## Why χT of a single Ho³⁺ ion falls on cooling

The fall of χT from 13.75 cm³ K/mol at 300 K to 3.223 at 2 K is the work of the crystal field. It splits the seventeen states of the J = 8 ground multiplet and leaves a non-magnetic singlet lowest. Coupling between magnetic ions, a tempting reading of such a curve, cannot be the cause, because the calculation contains one ion. The field is a set of chosen parameters without covalency, so the values describe this model ion and are no forecast for a particular compound.

Powder magnetic susceptibility of a single Ho³⁺ ion (4f10) by Van Vleck's formula, computed with radial Dirac CI 1: Dirac-Coulomb-Breit CI in one configuration, with KLI orbitals, model QED and valence Slater integrals scaled by 0.75. The parametric D3d crystal field has Wybourne parameters (cm⁻¹) B20 −80, B40 −360, B43 −1470, B60 90, B63 300 and B66 10.

```csv
temperature (K),χT (cm3 K/mol)
2,3.223
5,6.989
10,9.509
20,11.32
50,12.66
100,13.25
200,13.63
300,13.75
```

Here χ is the molar magnetic susceptibility, averaged over all orientations as in a powder, and T is the temperature. A free moment obeys Curie's law, χ = C/T, and would give the same χT in every row. The table instead rises from row to row, steeply up to 20 K and slowly above 100 K.

### The tempting reading: antiferromagnetic coupling

The Curie–Weiss law, χ = C/(T − θ), with a negative θ can arise from antiferromagnetic coupling, so a fit that works invites that reading. A straight line through 1/χ for the rows from 50 K upwards gives C = 14.0 cm³ K/mol and θ = −5.4 K. It reproduces those four rows to within 0.035 cm³ K/mol, and its C is close to the value of 14.08 for a pure ⁵I₈ term. Its largest misses there exceed the rounding, but they are small and easily overlooked.

The cold half of the table gives a clear warning. The same line is too low by 0.44 cm³ K/mol at 10 K and too high by 0.54, or 17% of the table value, at 2 K. Fitting all rows together does not help: the error at 2 K becomes 20%. Between 5 and 2 K, χ grows by a factor of 1.15, whereas this Curie–Weiss line asks for 1.40 and Curie's law for 2.5.

The misfit shows that the law is not the right form over the whole range. That θ does not measure coupling here follows more simply from the absence of any neighbour to couple to. A good Curie–Weiss line above 50 K is therefore no proof of exchange.

### A change of electronic state?

A second idea starts from a near coincidence. If the orbital moment were quenched, the four unpaired electrons would give a spin-only χT of 3.01 cm³ K/mol, not far from the 2 K row. One might also think of a spin crossover.

Further output of the same calculation speaks against both. Through all seventeen lowest states the effective spin stays at 1.93, the effective L near 6.1 and the effective J at 8. Spin and orbit remain locked together, and the crystal field mainly mixes different orientations of their common moment. The next multiplet, J = 7, begins near 5200 cm⁻¹, and its Boltzmann factor at 300 K is about 2·10⁻¹¹. Nor is 3.01 a plateau: with χ almost constant at the cold end, χT merely passes that value on its way to zero.

### A singlet that can be polarised

The further output places the lowest state, a singlet, 9.66 cm⁻¹ below a doublet; in temperature units this gap is 13.9 K. The whole J = 8 multiplet spans 325 cm⁻¹, or 467 K.

A singlet of an ion with an even number of electrons has no permanent moment. A magnetic field can still induce one by mixing in higher states, and the mixing is easier the smaller the gap. When kT is far below the first gap, only this induced moment is left. It does not depend on temperature, so χ levels off and χT falls in proportion to T.

When kT is far above a gap, the thermal population no longer distinguishes the two states, and the pair responds as if the moment were free. Warming thus restores the free-ion value gap by gap: the small gaps early, the large ones late. This is why χT has a steep part and then a long, slow approach.

The picture becomes quantitative within J = 8. Let |J_ab|² be the squared matrix element of the angular momentum between states a and b, summed over x, y and z. Let p_a be the population of state a, and x the energy gap divided by kT. Van Vleck's formula can then be written as

χT = (C/72) Σ_ab |J_ab|² · ½(p_a + p_b) · f(x), with f(x) = tanh(x/2)/(x/2).

The number 72 is J(J + 1), the sum of |J_ab|² over all b for any state a. If every f were 1, χT would equal C exactly. Since f is below 1 for any finite gap, splitting J = 8 can only lower the powder χT.

For small x, f ≈ 1 − x²/12. The loss at high temperature therefore starts as 1/T², whereas a Curie–Weiss law starts as 1/T. Along a single crystal axis a 1/T term can appear, but it cancels in the powder average.

### The cold limit worked out

For T → 0 only the ground state is populated, and the formula reduces to

χ = (2C/72) Σ_n |J_0n|²/Δ_n,

where Δ_n is the height of level n in kelvin. The effective spin and orbital momentum of the run give C = 13.84 cm³ K/mol. The J = 8 model shares the 72 units of the ground state as follows: 55.4 go to the first doublet at 13.9 K, 1.3 to the second at about 51 K, 12.6 to the singlet at about 75 K, and 2.7 to everything higher.

The first three terms of the sum are 55.4/13.9 = 3.99, 1.3/51 = 0.03 and 12.6/75 = 0.17; the rest adds about 0.01. The total is about 4.2, and multiplied by 2 × 13.84/72 = 0.384 it gives χ ≈ 1.61 cm³/mol. The table gives 3.223/2 = 1.61 at 2 K. This row was not used to adjust the model, though the level energies were taken from the run.

### How far the model holds

With pure ⁵I₈ states and no adjusted number, the model misses the 2 K row by 7% of its value and ends 0.20 cm³ K/mol too high at 300 K. Its levels are also spread too widely. Two scale factors of about 0.90 on the field, fitted to the levels and not to χT, cure the spread. Theory offers a reason for them: spin–orbit coupling mixes other terms into ⁵I₈, as the effective spin of 1.93 instead of 2 suggests.

With these states, the run's own energies and C = 13.84, every row is reproduced to within about 0.4% of its value. The remaining errors, 0.01 to 0.03 cm³ K/mol, still exceed the rounding. Admixture of J = 7 by the magnetic field could supply roughly 0.02 at 300 K, but this contribution shrinks in proportion to T and cannot explain the similar error at 100 K. The agreement shows that J = 8 alone nearly suffices; it does not test Van Vleck's formula or the crystal field, which are built into the calculation.

The 1/T² law is harder to read from the table. With C = 13.84, the shortfall between 200 and 300 K falls with a power of 2.1 ± 0.2, the margin reflecting rounding only. With the pure-term value of 14.08 the power would be about 0.8, nearer to the 1 of a Curie–Weiss law than to 2. The hot rows alone cannot decide unless C is known independently. At 100 K the leading 1/T² term is already too large, 1.00 against a shortfall of 0.59 cm³ K/mol, since the highest levels lie well above kT.

The model also shows how the two parts of Van Vleck's formula share the work. The Curie part, which comes from permanent moments within degenerate levels, supplies only about 13% of χT at 300 K. The rest is the Van Vleck part. Its contribution to χ is independent of temperature only when the gaps are large compared with kT; across small gaps, the same part imitates a Curie law.

### Reading a neighbouring case

If all field parameters were doubled, every gap would double, and within J = 8 the value now found at 10 K would appear at 20 K. An ion with an odd number of f electrons, such as Er³⁺, must keep at least a doublet as its ground state. Its χT would also fall on cooling, but would generally level off at a finite value while χ kept growing. In Gd³⁺, whose half-filled shell has almost no orbital moment for the field to grip, χT should stay nearly flat down to very low temperature.

The program below compares the two Curie–Weiss fits and three versions of the crystal-field model with the table row by row.

Output of the analysis:

```
g, C(cm3K/mol): pure 5I8 1.2506 14.081; from run S,L 1.2397 13.837 (-1.7%); spin-only S=2 chiT 3.008
first gap 13.9 K, J=8 span 467 K, J=7 onset 7476 K, Boltzmann factor at 300 K 2e-11
J=7 mixing estimate: chi 5e-05 cm3/mol, adds 0.016 to chiT at 300 K
level scales fitted to run levels: rank2/4 0.896, rank6 0.903
levels cm-1 run  0 10 10 35 35 52 164 177 177 192 192 248 269 269 308 308 325
levels cm-1 LS   0 11 11 39 39 57 185 198 198 215 215 275 300 300 343 343 361
levels cm-1 fit  0 9 9 35 35 52 166 178 178 192 192 247 269 269 307 307 324
first gap cm-1: run 9.66 LS 10.56 fit 9.44; rms level error LS 22.8 fit 0.7
degeneracy order of fit equals run: True
Curie-Weiss: 1/chi line T>=50 K C 14.00 theta -5.4 K; all-row chiT fit C 14.05 theta -5.3 K
T/K chiT chi rounding | model-table in cm3K/mol: CW>=50 CWall CF-LS CF-fit CF-runE
2 3.223 1.6115 0.0005 | +0.541 +0.642 -0.232 +0.059 -0.014
5 6.989 1.3978 0.0005 | -0.284 -0.149 -0.301 +0.063 -0.029
10 9.509 0.9509 0.0005 | -0.442 -0.308 -0.157 +0.017 -0.033
20 11.320 0.5660 0.0050 | -0.315 -0.200 -0.039 -0.001 -0.026
50 12.660 0.2532 0.0050 | -0.035 +0.051 +0.094 -0.021 -0.024
100 13.250 0.1325 0.0050 | +0.026 +0.098 +0.129 -0.023 -0.021
200 13.630 0.0682 0.0050 | -0.002 +0.060 +0.184 -0.012 -0.012
300 13.750 0.0458 0.0050 | -0.001 +0.058 +0.200 -0.019 -0.019
CW>=50: rms 0.289, worst +16.8% at 2 K
CWall: rms 0.271, worst +19.9% at 2 K
CF-LS: rms 0.184, worst -7.2% at 2 K
CF-fit: rms 0.034, worst +1.8% at 2 K
CF-runE: rms 0.023, worst -0.4% at 2 K
pairwise CW C: 31.6 14.9 14.0 13.7 13.9 14.0 14.0
pairwise CW theta/K: -17.6 -5.6 -4.7 -4.3 -4.9 -5.9 -5.4
C run S,L: deficits 100,200,300 K 0.587 0.207 0.087; exponents 1.51 2.14 (+-0.20)
C+J=7 term: deficits 100,200,300 K 0.592 0.217 0.102; exponents 1.45 1.86 (+-0.18)
C pure 5I8: deficits 100,200,300 K 0.831 0.451 0.331; exponents 0.88 0.76 (+-0.06)
1/T^2 coefficient a (fit model) 721 K2: C*a/T^2 = 0.997, 0.249, 0.111 at 100, 200, 300 K
Curie share % (CF-runE): 0 0 0 0 0 4 10 13
ground |J|^2 of 72 (model): first E 55.4, second E 1.3, level at 52 12.6, rest 2.7
chi(T->0) cm3/mol: model 1.608, bound 2C/gap 1.991, table 2 K 1.611
chi(2K)/chi(5K): table 1.153, Curie 2.5, CW>=50 1.403; chiT/C % 2 K 23.3, 300 K 99.4
```
